## Fine-structure intervals along the charge states of molybdenum

What sets the spin-orbit splitting of a highly charged ion, the charge the ion carries or the orbital in which the splitting arises? An electron moving past the nucleus feels the nuclear electric field partly as a magnetic field, which couples to its spin. The coupling is strong only very near the nucleus, so the splitting measures how much of the orbital reaches that inner region. Stripping electrons from one element raises it in two ways: the orbital contracts as its screening is removed, and from time to time the open subshell changes to a deeper one.

Fine-structure intervals of Mo ions, computed with PySCF 2.14.0 using two-component X2C-1e GHF (one spinor determinant in jj occupation) and GMP2, a Gaussian nucleus and even-tempered basis sets up to f, scaled to each ion. Intervals are total energies, final less first configuration, with the bare or screened spin-orbit (SO) term. The listed electrons are frozen in GMP2.

```tsv
species	electrons	configuration	final configuration	frozen electrons	GHF screened-SO (cm⁻¹)	GMP2 screened-SO (cm⁻¹)	GHF bare-SO (cm⁻¹)
Mo15+	27	[Ar] (3d3/2)4 (3d5/2)5	[Ar] (3d3/2)3 (3d5/2)6	10	28130	28095	36955
Mo23+	19	[Ar] (3d3/2)1	[Ar] (3d5/2)1	10	37417	37253	49117
Mo25+	17	[Ne] 3s2 (3p1/2)2 (3p3/2)3	[Ne] 3s2 (3p1/2)1 (3p3/2)4	2	191840	193180	201780
Mo29+	13	[Ne] 3s2 (3p1/2)1	[Ne] 3s2 (3p3/2)1	2	212190	210260	223060
Mo33+	9	[He] 2s2 (2p1/2)2 (2p3/2)3	[He] 2s2 (2p1/2)1 (2p3/2)4	0	903250	904140	949880
Mo37+	5	[He] 2s2 (2p1/2)1	[He] 2s2 (2p3/2)1	0	989870	984510	1040900
```

Each entry is a total-energy difference, final configuration less first, with the electrons assigned to subshells of definite $j = l \pm \tfrac12$. GHF is the Hartree-Fock result for one spinor determinant, and GMP2 adds second-order correlation for all but the frozen electrons. Bare-SO uses the spin-orbit operator of the bare nucleus. Screened-SO scales that operator down by fixed factors that imitate the two-electron spin-orbit term.

Every row has one electron or one hole in an otherwise empty or full subshell: a 3d hole and a 3d electron in Mo15+ and Mo23+, then the same pair for 3p and for 2p. Such a configuration gives a single doublet, so each determinant stands for one $J$ level and LS and jj labels name the same states. A hole inverts the doublet, since it costs least to leave the vacancy in the less bound, higher-$j$ subshell. The hole rows start from that higher-$J$ level, which is why all intervals are positive. From first row to last the GHF screened-SO interval grows 35-fold, in three small steps within a subshell and two large jumps between subshells.

### The one-electron yardstick

In atomic units the spin-orbit operator of a nucleus of charge $Z$ is $\zeta\,\mathbf l\cdot\mathbf s$ with $\zeta = \tfrac12\alpha^2 Z\langle r^{-3}\rangle$, where $\alpha$ is the fine-structure constant. The product $\mathbf l\cdot\mathbf s$ equals $l/2$ for the upper $j$ and $-(l+1)/2$ for the lower, so the interval is $(l+\tfrac12)\zeta$. A hydrogenic orbital shaped by a charge $Z_{\rm orb}$ has $\langle r^{-3}\rangle = Z_{\rm orb}^3/[n^3\,l(l+\tfrac12)(l+1)]$, which gives

$$\Delta = \frac{\alpha^2}{2}\,\frac{Z\,Z_{\rm orb}^3}{n^3\,l(l+1)} .$$

The formula separates three things: the strength of the operator ($Z$), the size of the orbital ($Z_{\rm orb}^3$) and its type ($n$, $l$).

For a lone 2p electron $Z_{\rm orb} = Z$, and the formula reads $\tfrac12 mc^2 (Z\alpha)^4/16$. With $Z\alpha = 0.306$ this is $1.136\times10^6$ cm$^{-1}$. The Dirac energy formula for a point nucleus, which keeps the higher orders in $Z\alpha$, raises it to $\Delta_{\rm D} = 1.208\times10^6$ cm$^{-1}$. Nothing in this yardstick is fitted.

The bare-SO column keeps the full $Z$ in the operator, so its ratio to $\Delta_{\rm D}$ should be about $(Z_{\rm orb}/Z)^3$. For the 2p electron of Mo37+,

$$\frac{1\,040\,900}{1\,207\,656} = 0.862,\qquad Z_{\rm orb} = 42\times 0.862^{1/3} = 40.0 .$$

The orbital has lost 2.0 units of charge to screening by the four other electrons: the 1s pair, which lies mostly inside it, and the 2s pair, which shares its shell and screens it less. This $Z_{\rm orb}$ restates the row in a more telling unit and predicts nothing by itself. It also absorbs whatever the formula ignores, such as the departure of the orbital from hydrogenic shape and the change of the relativistic correction with screening.

As a direct estimate the yardstick lies above the bare-SO value in every row, and it worsens outward. The bare-SO interval reaches 86% of $\Delta_{\rm D}$ for the 2p electron, 62% for the 3p electron and 43% for the 3d electron. Two things set this order: the number of other electrons, which is 4, 12 and 18, and how well the orbital penetrates them. A 3p orbital has an inner lobe inside the $n=2$ shell and is screened by only 6.1 units in Mo29+, whereas the centrifugal barrier keeps a 3d orbital largely outside that shell.

### The small steps

Between the hole and the electron row of a subshell the orbital type is fixed and only companion electrons are removed. The GHF screened-SO interval rises by 33.0% for 3d, 10.6% for 3p and 9.6% for 2p. The bare-SO column rises by almost the same amounts, as it must when the screening factors in the operator are fixed for each $l$ and nearly cancel in the ratio. In these calculations the steps therefore come from the orbitals; a true two-electron spin-orbit term would itself change as electrons leave.

Dividing the gain in $Z_{\rm orb}$ by the number of electrons removed gives 0.36 per electron for 3d, 0.29 for 3p and 0.30 for 2p. These are near the rough, recalled Slater value of 0.35 for electrons in the same group. The standard reason is that a companion in the same subshell lies inside a given electron only part of the time. Removing it therefore tightens the orbital by about a third of a nuclear charge, far less than the full unit by which the ionic charge $q$ rises.

This explains why the 3d step is the largest. Eight electrons leave instead of four, and they leave an orbital whose $Z_{\rm orb}$ is smaller, so the relative contraction is greater before it is cubed. It also explains why the ionic charge is a poor guide here: written as a power of $q+1$ between the two rows of a subshell, the interval grows with an exponent of only 0.70 to 0.82. The splitting is decided near the nucleus, where the orbital already sees most of $Z$ and the net charge felt at long range matters little.

### The jumps

From Mo23+ to Mo25+ the charge rises by two units and the interval by a factor of 5.13, because the open subshell changes from 3d to 3p. The ratio splits into three factors,

$$5.13 = 3.14 \times 1.248 \times 1.31 .$$

The first is the ratio of the Dirac splittings, close to the ratio of the $l(l+1)$ values, six to two. The second is the change in the screened/bare ratio, and the third is what remains, which by construction equals the cube of the ratio of the two $Z_{\rm orb}$. The remainder is read as the better penetration of 3p together with the loss of two electrons.

From Mo29+ to Mo33+ the subshell changes from 3p to 2p, and

$$4.26 = 3.37 \times 1.000 \times 1.26 .$$

Now the first factor comes from $n^3$, the middle one is unity because both orbitals are p, and the remainder reflects a fall in the implied screening from 6.1 to 3.2 units. In both jumps the orbital type supplies the largest factor. The first jump exceeds the second because of the screened operator: in the bare-SO column the order is reversed, 4.11 against 4.26.

That middle factor is built into the calculation and tests nothing. The screened/bare ratio is 0.76 in both 3d rows and 0.95 in all four p rows, very slightly below the fixed factors $1-10/Z$ and $1-2/Z$, which count the electrons in filled shells of lower $n$ than the first shell of that $l$. The factors ignore the charge state: Mo15+ and Mo23+ receive the same reduction although eight 3d electrons separate them. The absolute 3d intervals, and with them the size of the first jump, rest on this imitation more than any other feature of the table does.

### The irregular column: correlation

GMP2 changes every interval by less than 1% of the GHF value, the largest shift being $-0.91\%$ in Mo29+. Both levels of a doublet have the same number of electrons in nearly the same orbitals, so most of the correlation energy cancels. The sign of what survives is irregular. It is negative in the three electron rows and in Mo15+, and positive in the two p-hole rows, $+1340$ cm$^{-1}$ in Mo25+ and $+890$ cm$^{-1}$ in Mo33+.

Theory offers an argument for the negative sign in the $s^2p^1$ ions Mo29+ and Mo37+. The outer $s^2$ pair has $J=0$, so when both its electrons are excited into the nearby p subshell they form a $J=0$ pair, built from three time-reversed pairs: one of $p_{1/2}$ and two of $p_{3/2}$, coupled equally in the non-relativistic limit. In the lower level the $p_{1/2}$ electron blocks the $p_{1/2}$ pair, and in the upper level the $p_{3/2}$ electron blocks one $p_{3/2}$ pair, so two pairs stay open in either case. Only the upper level keeps the low-lying $p_{1/2}$ pair, whose smaller energy denominator gives a larger second-order lowering. The upper level drops more and the interval narrows, as it does by 1930 and 5360 cm$^{-1}$. The table agrees in sign, but how much of these shifts is due to this channel is untested.

In the $p^5$ ions the channel is closed, since a pair excitation needs two vacancies and only one exists. That removes a reason for narrowing without supplying one for widening. The rows also differ in basis, in frozen core and in the number of virtual spinors dropped from the correlation treatment, which as a share of all spinors runs from 15% in the 2p rows to about a third in the 3d rows. The shift of $-35$ cm$^{-1}$ in Mo15+ is small enough that even its sign may be an artefact of such settings.

Correlation is also the smaller of the corrections. Screening the spin-orbit operator moves the interval more than GMP2 does in every row, by a factor of 6 in Mo29+ and far more in the 3d rows. In Mo23+ it removes 11700 cm$^{-1}$, so an error of $164/11700 = 1.4\%$ in that correction would equal the whole correlation shift. Breit and QED terms lie outside this Hamiltonian and can move $p_{1/2}$ levels of heavy ions as much as correlation does, so the GMP2 column need not be nearer to nature than the GHF one.

The gross trend thus follows from orbital type and screening, while one feature stays open: what makes correlation widen the doublet of a p hole when it narrows that of a d hole, and whether the contrast would survive a common, converged basis and a true two-electron spin-orbit term.
